The band gap is the energy from the highest occupied to the lowest empty Kohn-Sham state, wherever in the Brillouin zone the two lie. It was computed here with r2SCAN, a semilocal functional, for crystals at rest in relaxed cells and without spin-orbit coupling. Every computed gap is smaller than the measured one. The miss is uneven, from 0.31 eV in CdTe to 1.15 eV in ZnS, and its pattern gives hints of where it comes from.

Zincblende crystals in relaxed cells, computed with Ansatz 0.2.0 (r2SCAN, plane-wave PAW, scalar-relativistic, no spin polarisation, cutoff 500 eV, Gamma-centred k meshes). Band gaps are Kohn-Sham gaps over the whole zone; electron masses come from central differences with a step of 0.02 Å⁻¹. Where several measured gaps were found, the one next to their median is listed.

```csv
formula,structure,k mesh,band gap (eV),gap kind,lightest electron mass (electron mass),measured gap (eV),range of the values found,temperature of the measurement (K),method and sample,source,"band gap, less measured (eV)"
InAs,F-43m,10×10×10,0.084,direct,0.0133,0.42,one value,not stated,"not stated, direct, bulk crystal",pmc:5059786 (2016),-0.34
GaSb,F-43m,10×10×10,0.412,direct,0.0254,0.812,0.812 to 0.813,0,"temperature-dependent photoluminescence, direct, bulk crystal",arXiv:cond-mat/0204296 (2002),-0.40
GaAs,F-43m,8×8×8,0.961,direct,0.0520,1.42,1.412 to 1.424,300,"spectroscopic ellipsometry, direct, bulk crystal",arXiv:cond-mat/0404304 (2004),-0.46
InP,F-43m,8×8×8,1.028,direct,0.0745,1.42,one value,not stated,"not stated, not stated, bulk crystal",arXiv:cond-mat/0006134 (2000),-0.39
CdTe,F-43m,8×8×8,1.168,direct,0.0908,1.48,1.32 to 1.57,not stated,"UV-vis diffuse reflectance, direct, film",pmc:7177234 (2020),-0.31
CdSe,F-43m,8×8×8,1.039,direct,0.0940,1.69,one value,300,"spectroscopic ellipsometry, direct, film",arXiv:1007.2297 (2010),-0.65
BAs,F-43m,10×10×10,1.375,indirect,0.208,1.835,1.82 to 2.02,not stated,"UV-Vis transmission, indirect, bulk crystal",arXiv:2307.05371 (2023),-0.46
GaP,F-43m,8×8×8,1.843,indirect,0.225,2.34,one value,10,"not stated, indirect, bulk crystal",arXiv:1810.01194 (2018),-0.50
CdS,F-43m,8×8×8,1.486,direct,0.149,2.38,2.38 to 2.39,not stated,"UV-Vis transmittance, direct, film",pmc:9148045 (2022),-0.89
SiC,F-43m,10×10×10,1.713,indirect,0.226,2.4,one value,not stated,"not stated, indirect, bulk crystal",pmc:7200658 (2020),-0.69
ZnSe,F-43m,8×8×8,1.867,direct,0.124,2.6,2.59 to 2.64,300,"optical absorption spectroscopy, direct, film",pmc:8624428 (2021),-0.73
GaN,F-43m,10×10×10,2.168,direct,0.172,3.23,one value,300,"spectroscopic ellipsometry (steady-state, excitonic, film",arXiv:2206.02223 (2022),-1.06
ZnS,F-43m,8×8×8,2.703,direct,0.194,3.85,one value,19,"measured value quoted from literature, direct, bulk crystal",arXiv:0911.5022 (2009),-1.15
```

A measured gap is the cost of taking an electron out of a filled state and putting one into an empty state. Exchange favours the filled states and so widens the gap, and part of it acts between distant points. The other electrons of the crystal screen this long-range part, so that roughly a fraction $1/\varepsilon$ of it survives, where $\varepsilon$ is the electronic dielectric constant. A semilocal functional sees only the surroundings of each point and largely lacks this part. Theory therefore leads one to expect the largest misses in crystals that polarise weakly, which are mostly the ionic ones with wide gaps.

Spin-orbit coupling acts the other way. It splits the threefold valence top, made mostly of anion p states, by an energy $\Delta$ and raises the upper part by $\Delta/3$, which narrows the true gap. A calculation without it gives too wide a gap and so hides part of the functional's error. Together,

$$E_\text{measured}\approx E_\text{computed}-\frac{\Delta}{3}+\frac{C}{\varepsilon}.$$

The one constant, $C\approx 5.2$ eV, was fitted to all 13 rows, with rough recalled values for $\Delta$ and $\varepsilon$. The measured gaps belong to different temperatures and include zero-point motion, and the relaxed cells of GaSb and of the In and Cd compounds are larger than the lattice constants usually quoted. Each of these effects can be expected to move a gap by about as much as the fit misses, and the formula does not separate them. The measured values were also read out of the papers by a program, so a few in a hundred may be wrong or belong to imperfect samples. That of GaN is marked as excitonic: it includes the binding between electron and hole, which puts it slightly below the gap itself.

**InAs and GaSb.** The computed gap of InAs is 0.08 eV, a fifth of the measured one. The estimated spin-orbit shift of 0.13 eV would use it up, so the bands would touch or change order. Bulk InAs would then be expected to come out as a semimetal, not as the semiconductor it is. Part of the blame falls on the relaxed cell, which is too large; at the measured lattice constant a small gap would probably survive. The notes to the data caution that in these two compounds a crossing between the sampled k points may be missed. This rests on the data makers' tests on other systems; the runs themselves gave no such warning. None is expected here, because both band edges lie at the zone centre, which was sampled, and the bands move apart from there.

The electron mass of InAs also has a numerical fault. It was taken from the energy rise over a small step in wave vector, which is sound only while that rise is small beside the gap. Here the printed mass implies a rise of 0.11 eV, more than the gap itself, and over such a distance the band has bent from a parabola towards a straight line. A two-band estimate that allows for the step puts the mass at the band edge near 0.006 electron masses. In GaSb the same estimate lowers the mass only from 0.025 to 0.022.

That corrected mass is still not the mass of real InAs. Conduction and valence states repel each other more strongly the closer they lie, so too small a gap also makes the electron too light. With the measured gap, the same two-band estimate gives about 0.03. The printed 0.013 is thus too heavy for the computed gap and too light for the real one.

GaSb is the worst row of the fit. After the spin-orbit estimate it lacks 0.65 eV, where screening accounts for only 0.37 eV. Its relaxed cell is slightly too large, which lowers a direct gap, and its measured value refers to 0 K, where gaps are wider than at room temperature. Both point the right way, and the cell alone may cover a good part of the excess. InAs, however, also has too large a cell and fits well, so the cause is not settled.

**GaAs and InP.** These two are listed with the same measured gap and have similar errors. The GaAs value refers to 300 K, whereas that of InP, with no temperature stated, matches the one usually quoted for low temperature. The formula expects the larger miss in InP, which screens less, but after the spin-orbit estimate the larger one is found in GaAs. Each row is off by about 0.1 eV, and at equal temperature the mismatch would be expected to grow. Differences of this size are beyond what this simple picture can resolve.

**CdTe and CdSe.** CdTe has the smallest error of the table, and this should arouse suspicion. Its computed gap lies 0.13 eV above that of CdSe, whereas the measured one lies 0.21 eV below. The values found for CdTe scatter from 1.32 to 1.57 eV, which leaves the order intact but not the size of the difference. The errors of the two are so unequal that the pair comes out in the wrong order, and one has to ask what sets CdTe apart.

Tellurium is the heavier anion, and its spin-orbit coupling is about twice as strong as that of selenium. The estimated shifts, 0.30 eV in CdTe and 0.14 eV in CdSe, bring the two gaps almost level, with CdTe just below. The measured difference is larger, and the stronger screening in CdTe accounts for about 0.1 eV of what remains. The functional's own miss in CdTe then doubles to about 0.6 eV. The table shows only about half of that miss, because the absent spin-orbit coupling hides the rest.

**BAs to SiC.** GaP, SiC and CdS have nearly equal measured gaps, yet they miss 0.50, 0.69 and 0.89 eV. The size of the gap alone therefore does not fix the error. The misses do follow the screening, which is strongest in GaP and weakest in CdS. The trio does not prove the cause, because CdS differs in other ways too: its gap is direct while the other two are indirect, its cell is too large, and semilocal functionals tend to place cadmium d states too high, where they push the valence top up. The name of the CdS run suggests that its cell was relaxed with another functional, PBE, which would help to explain the size.

CdS, which was part of the fit, serves as a worked case. With $\Delta\approx0.07$ eV and $\varepsilon\approx5.3$,

$$1.49-\frac{0.07}{3}+\frac{5.2}{5.3}\approx 2.45\ \text{eV},$$

against 2.38 eV measured. Nearly the whole correction is the screening term, since sulfur is light and its spin-orbit coupling weak. Because its constant was fitted, this term also takes up part of the errors from the d states and the cell.

In BAs, GaP and SiC the lowest empty state lies at the zone boundary or most of the way towards it, not at the zone centre. Their electron masses belong to a different kind of valley and should not be compared with those of the direct compounds.

**ZnSe to ZnS.** The last three rows polarise weakly, and GaN and ZnS are the only ones that miss more than 1 eV. For these two, adding one fixed shift to every gap leaves the largest errors in eV. The mean miss of the table is 0.6 eV; added to ZnS it would leave the gap about 0.5 eV too small, while CdTe would end up 0.3 eV too wide.

The screening formula misses the measured gaps by 0.11 eV (root mean square), against 0.18 eV if, after the same spin-orbit estimate, the error is taken as a fixed share of the measured gap. A share of the gap plus a constant can be expected to come about as close as the screening formula, even without the spin-orbit estimate, because $\varepsilon$ mostly falls as the gap grows. The fit is therefore consistent with screening as the cause but does not single it out. The output below lists the screening formula row by row. After GaSb, ZnS fits worst, with a gap that the formula still leaves about 0.15 eV too small. Leaving out the spin-orbit term worsens the fit only slightly, to 0.14 eV, so the case for that term rests on known physics and on the order of CdTe and CdSe. Poor matches to measured values were left out of this table, so other compounds may miss by more than these. For a neighbouring compound, a low dielectric constant warns of a large miss, and a heavy anion warns that a small one may be deceptive.

The analysis program printed:

```
fit of short on 13 rows: coefficient of ie 5.218 +/- 0.23; rms 0.114, worst GaSb -0.281, leave-one-out rms 0.122
Missing gap before and after the spin-orbit estimate:
   row  missing gap (eV)  share of measured gap (%)  spin-orbit lowering (eV)  gap after lowering (eV)  missing gap after lowering (eV)  dielectric constant  missing gap from screening law (eV)
  InAs             0.336                         80                      0.13                   -0.046                            0.466                   12                               0.4349
  GaSb               0.4                      49.26                    0.2533                   0.1587                           0.6533                   14                               0.3727
  GaAs             0.459                      32.32                    0.1133                   0.8477                           0.5723                   11                               0.4744
   InP             0.392                      27.61                   0.03667                   0.9913                           0.4287                  9.6                               0.5436
  CdTe             0.312                      21.08                       0.3                    0.868                            0.612                  7.1                                0.735
  CdSe             0.651                      38.52                      0.14                    0.899                            0.791                  6.2                               0.8416
   BAs              0.46                      25.07                      0.07                    1.305                             0.53                  9.6                               0.5436
   GaP             0.497                      21.24                   0.02667                    1.816                           0.5237                  9.1                               0.5734
   CdS             0.894                      37.56                   0.02333                    1.463                           0.9173                  5.3                               0.9846
   SiC             0.687                      28.62                  0.003333                     1.71                           0.6903                  6.5                               0.8028
  ZnSe             0.733                      28.19                      0.14                    1.727                            0.873                  5.9                               0.8844
   GaN             1.062                      32.88                  0.006667                    2.161                            1.069                  5.3                               0.9846
   ZnS             1.147                      29.79                   0.02333                     2.68                             1.17                  5.1                                1.023
Mean missing gap as computed, eV: 0.6177
Rms miss of the screening law with spin-orbit estimate, eV: 0.114
Rms miss of the screening law without spin-orbit estimate, eV: 0.1355
Rms miss of a fixed share of the measured gap with spin-orbit estimate, eV: 0.1846
CdTe without spin-orbit estimate, screening law less missing gap, eV: 0.3409
CdTe gap less CdSe gap as computed, eV: 0.129
CdTe gap less CdSe gap after spin-orbit estimate, eV: -0.031
CdTe gap less CdSe gap as measured, eV: -0.21
InAs band rise over one step implied by the printed mass, eV: 0.1146
InAs coupling energy Ep if the band were parabolic, eV: 6.232
InAs coupling energy Ep with the finite step allowed for, eV: 14.62
GaAs coupling energy Ep with the finite step allowed for, eV: 18.03
InAs two-band mass at the edge for the computed gap, electron mass: 0.005713
GaSb two-band mass at the edge for the computed gap, electron mass: 0.02231
InAs two-band mass at the edge for the measured gap, electron mass: 0.02793
```
